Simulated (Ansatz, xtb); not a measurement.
**C4H9P: which of two isomers lies lower**

We compare a, `CP1CCC1`, a singlet, with b, `C[C@@H]1P[C@H]1C`, a singlet. Both are isolated molecules in the gas phase, relaxed with B3LYP/def2-SVP.

a (Å):

```yaml
atoms:
  - { symbol: C, position_ang: [-1.2081, 1.0413, 0.9612] }
  - { symbol: C, position_ang: [0.0722, -0.3211, -1.2413] }
  - { symbol: C, position_ang: [0.8085, -1.1955, -0.1969] }
  - { symbol: C, position_ang: [1.4468, -0.0434, 0.6170] }
  - { symbol: P, position_ang: [0.2716, 1.2340, -0.1628] }
  - { symbol: H, position_ang: [-2.0989, 1.4388, 0.4487] }
  - { symbol: H, position_ang: [-1.4093, 0.0014, 1.2641] }
  - { symbol: H, position_ang: [-1.0489, 1.6486, 1.8668] }
  - { symbol: H, position_ang: [0.6431, -0.1973, -2.1754] }
  - { symbol: H, position_ang: [-0.9547, -0.6178, -1.5054] }
  - { symbol: H, position_ang: [1.5194, -1.9305, -0.6128] }
  - { symbol: H, position_ang: [0.0912, -1.7611, 0.4183] }
  - { symbol: H, position_ang: [1.4266, -0.1364, 1.7139] }
  - { symbol: H, position_ang: [2.4827, 0.1745, 0.3114] }
```

b (Å):

```xyz
14

C    -1.2537    1.2856    0.7437
C     0.0601    0.5480    0.5849
C     0.2562   -0.4354   -0.5220
C     0.8893   -1.7878   -0.2749
P     1.2798    1.1381   -0.7373
H    -2.0111    0.6406    1.2239
H    -1.1352    2.1877    1.3648
H    -1.6579    1.6047   -0.2306
H     0.5366    0.2718    1.5336
H     2.4491    0.6339   -0.0810
H    -0.5655   -0.4611   -1.2510
H     0.1467   -2.5014    0.1249
H     1.7120   -1.7172    0.4545
H     1.2999   -2.2183   -1.2023
```

Quicker runs give these differences E(b) − E(a): GFN2-xTB +4.1 kcal/mol; HF/STO-3G +22.3 kcal/mol (at GFN2-xTB geometries); r2SCAN-D4/def2-SVP −1.0 kcal/mol (at GFN2-xTB geometries).

Question: Which of the two would you expect CCSD(T)/def2-SVP + ΔMP2/def2-TZVPP electronic energies to favour?

Answer: Not settled: CCSD(T)/def2-SVP + ΔMP2/def2-TZVPP gives E(b) − E(a) = +2.3 kcal/mol, but this leans on the basis-set step: CCSD(T) alone gives −2.3 kcal/mol.

The same difference at several levels:

```
                             level        geometry  E(b) − E(a) (kcal/mol)  departure from the last row (kcal/mol)  job, with rough time for the two
                          GFN2-xTB        GFN2-xTB                      +4.1                                    +1.9              optimisation, 0.37 s
                         HF/STO-3G        GFN2-xTB                     +22.3                                   +20.1               single point, 1.9 s
                r2SCAN-D4/def2-SVP        GFN2-xTB                      −1.0                                    −3.3               single point, 6.2 s
                    B3LYP/def2-SVP  B3LYP/def2-SVP                      −0.5                                    −2.7                optimisation, 92 s
                       HF/def2-SVP  B3LYP/def2-SVP                      +0.6                                    −1.7           part of the CCSD(T) run
                      MP2/def2-SVP  B3LYP/def2-SVP                      −3.0                                    −5.3           part of the CCSD(T) run
                  CCSD(T)/def2-SVP  B3LYP/def2-SVP                      −2.3                                    −4.5                      single point
CCSD(T)/def2-SVP + ΔMP2/def2-TZVPP  B3LYP/def2-SVP                      +2.3                                                        single point, 70 s
```

As drawn, b has 1 C–C, 1 P–H in place of 1 C–P, 1 C–H. Structure a has a 4-membered ring, b a 3-membered ring.

r2SCAN-D4/def2-SVP, MP2/def2-SVP, CCSD(T)/def2-SVP put the two in the other order. B3LYP/def2-SVP finds them nearly level. The largest departure from CCSD(T)/def2-SVP + ΔMP2/def2-TZVPP is that of HF/STO-3G, 20.1 kcal/mol. The last row adds to CCSD(T) the change of the MP2 difference between the two basis sets, here +4.5 kcal/mol, a large step that makes the value less sure.

With thermal terms from frequencies at re-optimised GFN2-xTB minima (ideal gas, soft modes damped towards free rotors, one conformer each, 298.15 K, 1 atm): the zero-point term adds −1.0 kcal/mol; ΔH is +1.5 and ΔG +1.0 kcal/mol.

The correlated steps freeze 9 core orbitals. Mirror images aren't counted in ΔG. Programs: Ansatz 0.2.0, xtb 6.7.1; the last row on 2 threads of Intel(R) Xeon(R) Processor @ 2.70GHz on a shared host.

The two isomers are close in energy, and the calculation supports near-degeneracy rather than a preference for either ring. The phosphirane has the smaller ring, but strain need not dominate. Phosphorus tolerates narrow angles well, because its ring bonds can take high p character while the lone pair keeps much of the s character. Exchanging a C–P and a C–H bond for a C–C and a P–H bond is also roughly balanced, since the stronger C–C bond offsets the weaker P–H bond.

Correlation in the smaller basis favours the phosphirane, moving the difference from +0.6 kcal/mol with HF to −2.3 kcal/mol with CCSD(T), probably because its electron pairs are packed more closely. The strong preference for the phosphetane in HF/STO-3G largely disappears with HF/def2-SVP, which points to the minimal basis, without polarisation functions on phosphorus, rather than to missing correlation. Near-equal energies say nothing about kinetic persistence, as the barriers to ring opening could still differ greatly.
